## Worked problem: adiabatic Fe²⁺ → Fe³⁺ hop in magnetite

**Statement.** One minority-spin electron is shared by two neighbouring octahedral Fe sites A, B of Fe₃O₄. The spins are parallel, so no spin flip is needed. Data (1 zJ = $10^{-21}$ J):

- polaron binding energy $E_p=48$ zJ, transfer integral $J=20$ zJ (0.125 eV)
- bare Fe–O mode $\nu_0=\omega_0/2\pi=12$ THz (approximate), $T=300$ K
- cubic cell $a\approx0.84$ nm, with 8 carriers on 16 octahedral sites

The inputs are illustrative. $E_p$ was chosen to place the absorption near the typical 0.6 eV mid-infrared band, and $J$ to give a barrier of tens of meV, typical above the Verwey transition. Find the barrier, hop rate, vertical gap and optical-to-thermal ratio, and estimate the conductivity.

**Surfaces.** A hop at frozen lattice costs $E_p$ on each site, so $\lambda=2E_p=96$ zJ (0.60 eV). Let $q$ be the antisymmetric distortion, with diabatic minima at $q=\pm1$ taken as zero of energy:

$$H=\begin{pmatrix}\frac{\lambda}{4}(q-1)^2&-J\\-J&\frac{\lambda}{4}(q+1)^2\end{pmatrix},\qquad E_\pm=\frac{\lambda}{4}(q^2+1)\pm\sqrt{\frac{\lambda^2q^2}{4}+J^2}.$$

$E_-'=0$ gives $q=0$, or a square root equal to $\lambda/2$, that is $q_0^2=1-(2J/\lambda)^2$. Two wells exist only for $\lambda>2J$. Here $2J/\lambda=0.417$, $q_0=0.909$.

**Barrier.** $E_-(0)=\lambda/4-J=4$ zJ and $E_-(q_0)=-J^2/\lambda=-4.17$ zJ, so

$$E_a=\frac{\lambda}{4}-J+\frac{J^2}{\lambda}=\frac{(\lambda-2J)^2}{4\lambda}=8.17\ \text{zJ}\ (51\ \text{meV}).$$

**Rate.** The gap at $q=0$ is $2J=40$ zJ, well above $h\nu_0=7.95$ zJ and $k_BT=4.14$ zJ, so motion stays on $E_-$. The diabatic curvature $\lambda/2$ fixes the mass, $M\omega_0^2=\lambda/2$. Classical transition-state theory (one-way thermal flux through $q=0$, no recrossing) gives

$$W=\sqrt{\frac{k_BT}{2\pi M}}\;\frac{e^{-E_-(0)/k_BT}}{\int_0^\infty e^{-E_-/k_BT}dq}\approx\nu_w\,e^{-E_a/k_BT},$$

the last form for a Gaussian well. Since $E_-''(q_0)=\frac{\lambda}{2}q_0^2$, the attempt frequency is softened: $\nu_w=\nu_0q_0=10.9$ THz, vanishing as $2J\to\lambda$. With $E_a/k_BT=1.97$,

$$W=10.9\ \text{THz}\times0.139=1.5\times10^{12}\ \text{s}^{-1}.$$

Size of neglected terms:

- Anharmonicity. The full integral multiplies $W$ by 0.96.
- Nuclear quantum effects. $h\nu_w=7.23$ zJ rivals $E_a$. From $E_-''(0)=-\frac{\lambda}{2}\left(\frac{\lambda}{2J}-1\right)$ the barrier frequency is $\nu_b=14.2$ THz. A quantised harmonic well and parabolic-barrier transmission, with $u=h\nu/k_BT$ and $u_b<2\pi$, multiply $W$ by $\dfrac{\sinh(u_w/2)}{u_w/2}\,\dfrac{u_b/2}{\sin(u_b/2)}=1.4$.

So $W$ is good to about one figure, $1$–$2\times10^{12}$ s⁻¹.

**Vertical gap.** At $q_0$ the square root equals $\lambda/2$, hence $E_+-E_-=\lambda$ for any $J<\lambda/2$. The inward shift of $q_0$ lowers the diabatic splitting to $\lambda q_0$, and mixing restores it: $\lambda^2q_0^2+4J^2=\lambda^2$. Absorption lies at $\lambda/h=145$ THz, vacuum wavelength 2.07 µm.

**Ratio.**

$$\frac{\lambda}{E_a}=\frac{4}{(1-2J/\lambda)^2}=11.8>4 .$$

The weak-coupling rule $E_a=\lambda/4=24$ zJ would overstate the barrier by a factor 2.9.

**Conductivity.** Each site has six neighbours at $d^2=a^2/8$, half of them Fe³⁺. For uncorrelated hops $D=3Wd^2/6$, and with $n=8/a^3$,

$$\sigma=\frac{ne^2D}{k_BT}=\frac{e^2W}{2ak_BT}\approx6\times10^{3}\ \text{S m}^{-1}.$$

All these numbers are the model's, not magnetite's. Room-temperature magnetite typically conducts about $2\times10^4$ S m⁻¹, so the classical dimer estimate is low by a factor of three to four. The model omits coherent spreading over more than two sites and Coulomb correlation between carriers.